**Breaks in the MP2 correlation energy of highly charged Gd ions, sized by pair counting**

The table holds MP2 correlation energies and same-spin shares of Gd36+ to Gd45+ (1s² 2s² 2p⁶ frozen) and Gd54+ to Gd62+ (all electrons), from PySCF with one highest-spin Hartree-Fock determinant, the spin-free X2C one-electron Hamiltonian and even-tempered sets to l = g. The program splits each energy by spin, tests pair counting as the smooth model, and carries fits from rows where 2s² → 2p² or the up-down 3p² → 3d² excitation is blocked or absent to the rows where it is open. The same-spin part does not cause the breaks, while the opposite-spin part exceeds the baseline by 54 to 58 mhartree per empty 2p orbital and by a net 28 to 29 mhartree per empty 3d orbital. Pair energies of the same runs place the gains in the 2s-2s and 3p-3p pairs, and a hydrogenic estimate of 2s² → 2p² gives the same order of magnitude. The opposite-spin baselines miss their fitted rows by up to 3 to 4 mhartree, and the half-shell position of the kinks belongs to the spin-free model states.

Calculated values. PySCF 2.14.0, MP2 correlation energies of Gd ions in their ground configurations, each from one real unrestricted Hartree-Fock determinant of highest spin. Spin-free X2C one-electron Hamiltonian, Gaussian nucleus, even-tempered basis scaled to each ion. Gd36+ to Gd45+ have 1s² 2s² 2p⁶ frozen; Gd54+ to Gd62+ have all electrons correlated.

## Program and output

```python
# Table: MP2 correlation energy (PySCF, UHF/RHF, spin-free X2C-1e, even-tempered to g) of Gd ions and same-spin share.
# Tested: spin-resolved pair counting as smooth model; breaks sized against the number of empty 2p / 3d orbitals.
T = {
    'species': ['Gd36+', 'Gd37+', 'Gd38+', 'Gd39+', 'Gd40+', 'Gd41+', 'Gd42+', 'Gd43+', 'Gd44+', 'Gd45+', 'Gd54+', 'Gd55+', 'Gd56+', 'Gd57+', 'Gd58+', 'Gd59+', 'Gd60+', 'Gd61+', 'Gd62+'],
    'N': [28, 27, 26, 25, 24, 23, 22, 21, 20, 19, 10, 9, 8, 7, 6, 5, 4, 3, 2],
    'config': ['[Ar] 3d10', '[Ar] 3d9', '[Ar] 3d8', '[Ar] 3d7', '[Ar] 3d6', '[Ar] 3d5', '[Ar] 3d4', '[Ar] 3d3', '[Ar] 3d2', '[Ar] 3d1', '[Ne]', '[He] 2s2 2p5', '[He] 2s2 2p4', '[He] 2s2 2p3', '[He] 2s2 2p2', '[He] 2s2 2p1', '[He] 2s2', '[He] 2s1', '1s2'],
    'nbf': ['18s 13p 8d 4f 3g', '18s 13p 8d 4f 3g', '18s 13p 8d 4f 3g', '18s 13p 8d 4f 3g', '18s 12p 8d 4f 3g', '18s 12p 8d 4f 3g', '18s 12p 7d 4f 3g', '18s 12p 7d 4f 3g', '18s 12p 7d 4f 3g', '18s 12p 7d 4f 3g', '19s 13p 6d 5f 4g', '19s 13p 6d 5f 4g', '19s 13p 6d 5f 4g', '19s 13p 5d 5f 4g', '19s 13p 5d 5f 4g', '19s 13p 5d 5f 4g', '19s 8p 5d 5f 4g', '19s 8p 5d 5f 4g', '17s 7p 4d 3f 3g'],
    'mp2': [-779.7, -718.9, -649.1, -594.2, -548.0, -501.4, -488.1, -472.5, -468.5, -483.0, -445.5, -377.9, -312.0, -246.1, -245.2, -252.3, -267.4, -72.5, -65.0],  # mhartree
    'ss': [0.336, 0.328, 0.321, 0.326, 0.348, 0.379, 0.336, 0.293, 0.266, 0.259, 0.233, 0.213, 0.205, 0.221, 0.126, 0.056, 0.017, 0.031, 0.0],
}
import numpy as np
from math import comb
from scipy.constants import alpha
N = T['N']; nm = dict(zip(N, T['species']))
E = {n: -e for n, e in zip(N, T['mp2'])}; sh = dict(zip(N, T['ss']))
S = {n: E[n]*sh[n] for n in N}; O = {n: E[n]-S[n] for n in N}
f = lambda v: ' '.join('%.1f' % x for x in v)
fit = lambda A, y: np.linalg.lstsq(np.array(A, float), np.array(y, float), rcond=None)[0]
st = lambda D, r: [D[n]-D[n-1] for n in r]
print('Magnitudes in mhartree; rounding 0.05 (total), up to %.1f (spin parts)' % (0.0005*max(E.values())+0.05))
for lab, r in (('M series Gd36+ to Gd45+ (n=1,2 frozen)', range(28, 19, -1)), ('L series Gd54+ to Gd62+ (all-electron)', range(10, 2, -1))):
    print(lab + ', loss per electron removed')
    print(' total   ', f(st(E, r))); print(' same    ', f(st(S, r))); print(' opposite', f(st(O, r)))
dM = np.array(st(S, range(28, 24, -1)))-st(S, range(23, 19, -1)); dL = np.array(st(S, (10, 9, 8)))-st(S, (7, 6, 5))
print('Same-spin steps, down shell minus up shell: M', f(dM), '; L', f(dL))
print('Gd40+ to Gd41+: same %.1f to %.1f, opposite %.1f to %.1f' % (S[24], S[23], O[24], O[23]))
# L series: 2p up/down a,b; 2s up/down u,d
def L(n):
    p = max(n-4, 0); a = min(p, 3); b = p-a; u = int(n >= 3); d = int(n >= 4)
    return dict(cv=n-2, ss=comb(a+u, 2)+comb(b+d, 2), os=(a+u)*(b+d), h=d*(3-b)*a+u*(3-a)*b, v=d*(3-a))
rL = list(range(10, 1, -1)); A = [[L(n)['cv'], L(n)['ss']] for n in rL]; c = fit(A, [S[n] for n in rL])
print('L same-spin fit: %.2f per 1s-valence pair, %.2f per valence pair' % tuple(c))
print(' residuals Gd54+..Gd62+:', f(np.array([S[n] for n in rL])-np.array(A) @ c))
tr = [10, 9, 8, 7, 3, 2]; br = [6, 5, 4]
for lab, ks in (('without hole term', ['cv', 'os']), ('with hole term', ['cv', 'os', 'h'])):
    row = lambda n: [1]+[L(n)[k] for k in ks]
    c = fit([row(n) for n in tr], [O[n] for n in tr]); ex = {n: O[n]-np.dot(row(n), c) for n in rL}
    print('L opposite-spin', lab, ': constants', f(c))
    print(' residuals fitted rows Gd54-57,61,62+:', f([ex[n] for n in tr]))
    print(' excess Gd58+,59+,60+:', f([ex[n] for n in br]), '; per empty 2p orbital:', f([ex[n]/L(n)['v'] for n in br]))
# pair energies typed from the further outputs of the same runs (mhartree, magnitudes)
s2 = {10: 13.581, 9: 14.161, 8: 14.746, 5: 126.15, 4: 187.9}
k = np.polyfit([10, 9, 8], [s2[10], s2[9], s2[8]], 1); x = {n: s2[n]-np.polyval(k, n) for n in (5, 4)}
print('2s-2s pair above its Gd54-56+ line: Gd59+ %.1f, Gd60+ %.1f; per orbital %.1f, %.1f' % (x[5], x[4], x[5]/2, x[4]/3))
print('Gd60+ to Gd61+ drop %.1f, of which 2s-2s pair %.0f%%; Gd61+ minus Gd62+ %.1f' % (E[4]-E[3], 100*s2[4]/(E[4]-E[3]), E[3]-E[2]))
# M series: 3d up/down a,b plus four 3s3p electrons of each spin
ab = lambda n: (min(n-18, 5), n-18-min(n-18, 5))
op = lambda n: (4+ab(n)[0])*(4+ab(n)[1])
up, lo = range(28, 22, -1), range(22, 18, -1); k = np.polyfit([op(n) for n in up], [O[n] for n in up], 1)
print('M opposite-spin line d10-d5: %.2f per pair + %.1f; residuals' % tuple(k), f([O[n]-np.polyval(k, op(n)) for n in up]))
xm = [O[n]-np.polyval(k, op(n)) for n in lo]
print(' net excess Gd42+..Gd45+:', f(xm), '; per empty 3d orbital:', f([e/(i+1) for i, e in enumerate(xm)]))
pp = {28: 62.434, 27: 65.425, 24: 99.067, 22: 164.39, 21: 210.65}   # 3p-3p, further outputs
pd = {28: 222.08, 27: 235.2, 24: 234.76, 22: 191.23, 21: 153.63}    # 3p-3d, further outputs
dd = {28: 404.5, 27: 327.79, 24: 127.22, 22: 43.98, 21: 19.95}      # 3d-3d, further outputs
hp = lambda n: [1, comb(5-ab(n)[0], 2)+comb(5-ab(n)[1], 2), (5-ab(n)[0])*(5-ab(n)[1])]
ep = lambda n: [comb(ab(n)[0], 2)+comb(ab(n)[1], 2), ab(n)[0]*ab(n)[1]]
for lab, D, g in (('3p-3p: base, per same-, opposite-spin hole pair', pp, hp), ('3d-3d: per same-, opposite-spin electron pair', dd, ep)):
    c = fit([g(n) for n in D], list(D.values())); print(lab, f(c))
    print(' residuals d10,d9,d6,d4,d3:', f([D[n]-np.dot(g(n), c) for n in D]), '; model at d1: %.1f' % np.dot(g(19), c))
print('3p-3d per 3d electron, d10,d9,d6,d4,d3:', f([pd[n]/(n-18) for n in pd]))
print('d10 to d3 change: 3d-3d %.1f, 3p-3d %.1f, 3p-3p %+.1f, total %.1f' % (dd[21]-dd[28], pd[21]-pd[28], pp[21]-pp[28], E[21]-E[28]))
# unscreened hydrogenic estimate of one 2s2 -> 2p2 term, order of magnitude only
Z = 64; K = 15/512*Z; D0 = Z*((2*83-15-77)/512+(2*59/243-112/6561)-(2*17/81-16/729))
dirac = lambda kap: ((1+(Z*alpha/(2-kap+np.sqrt(kap**2-(Z*alpha)**2)))**2)**-0.5)/alpha**2
R = 2/3*(dirac(2)-dirac(1)); shift = Z*(77+93+4/25*45-4*83+2*15)/512
print('Hydrogenic: K %.2f, 2s-2p gap %.0f nonrel. + %.0f rel. hartree, amplitude %.3f' % (K, D0, R, K/(2*(D0+R))))
print(' per orbital: %.0f (nonrel. %.0f; state-energy denominator %.0f)' % (1e3*K*K/(2*(D0+R)), 1e3*K*K/(2*D0), 1e3*K*K/(2*(D0+R)+shift)))
print('Gd62+: CCSD 65.2 (further output) minus MP2 = %.1f' % (65.249-E[2]))
assert max(abs(dM)) < 5 and max(abs(dL)) < 1
assert all(45 < ex[n]/L(n)['v'] < 65 for n in br)
assert nm[min(range(19, 29), key=E.get)] == 'Gd44+' and 0 < xm[0] < xm[1] < xm[2] < xm[3]
```

Printed output:

```
Magnitudes in mhartree; rounding 0.05 (total), up to 0.4 (spin parts)
M series Gd36+ to Gd45+ (n=1,2 frozen), loss per electron removed
 total    60.8 69.8 54.9 46.2 46.6 13.3 15.6 4.0 -14.5
 same     26.2 27.4 14.7 3.0 0.7 26.0 25.6 13.8 -0.5
 opposite 34.6 42.4 40.2 43.2 45.9 -12.7 -10.0 -9.8 -14.0
L series Gd54+ to Gd62+ (all-electron), loss per electron removed
 total    67.6 65.9 65.9 0.9 -7.1 -15.1 194.9 7.5
 same     23.3 16.5 9.6 23.5 16.8 9.6 2.3 2.2
 opposite 44.3 49.4 56.3 -22.6 -23.9 -24.7 192.6 5.3
Same-spin steps, down shell minus up shell: M 0.2 1.9 0.8 3.5 ; L -0.2 -0.2 -0.0
Gd40+ to Gd41+: same 190.7 to 190.0, opposite 357.3 to 311.4
L same-spin fit: 2.37 per 1s-valence pair, 7.09 per valence pair
 residuals Gd54+..Gd62+: -0.2 0.1 0.1 0.0 0.2 -0.1 -0.2 -0.1 0.0
L opposite-spin without hole term : constants 58.3 20.8 7.6
 residuals fitted rows Gd54-57,61,62+: -4.0 2.7 4.4 -0.9 -8.9 6.7
 excess Gd58+,59+,60+: 50.1 102.3 155.4 ; per empty 2p orbital: 50.1 51.2 51.8
L opposite-spin with hole term : constants 65.0 5.3 14.8 4.9
 residuals fitted rows Gd54-57,61,62+: -2.9 2.7 3.3 -3.1 -0.0 -0.0
 excess Gd58+,59+,60+: 54.3 113.0 172.5 ; per empty 2p orbital: 54.3 56.5 57.5
2s-2s pair above its Gd54-56+ line: Gd59+ 109.7, Gd60+ 170.8; per orbital 54.8, 56.9
Gd60+ to Gd61+ drop 194.9, of which 2s-2s pair 96%; Gd61+ minus Gd62+ 7.5
M opposite-spin line d10-d5: 4.60 per pair + 149.3; residuals -4.3 2.5 1.6 2.7 1.0 -3.6
 net excess Gd42+..Gd45+: 27.6 55.9 84.2 116.6 ; per empty 3d orbital: 27.6 28.0 28.1 29.2
3p-3p: base, per same-, opposite-spin hole pair 63.9 5.9 8.2
 residuals d10,d9,d6,d4,d3: -1.4 1.5 -0.3 0.4 -0.2 ; model at d1: 322.3
3d-3d: per same-, opposite-spin electron pair 7.4 10.4
 residuals d10,d9,d6,d4,d3: -2.2 2.4 1.5 -0.4 -2.2 ; model at d1: 0.0
3p-3d per 3d electron, d10,d9,d6,d4,d3: 22.2 26.1 39.1 47.8 51.2
d10 to d3 change: 3d-3d -384.6, 3p-3d -68.5, 3p-3p +148.2, total -307.2
Hydrogenic: K 1.88, 2s-2p gap 14 nonrel. + 22 rel. hartree, amplitude 0.027
 per orbital: 50 (nonrel. 128; state-energy denominator 64)
Gd62+: CCSD 65.2 (further output) minus MP2 = 0.2
```
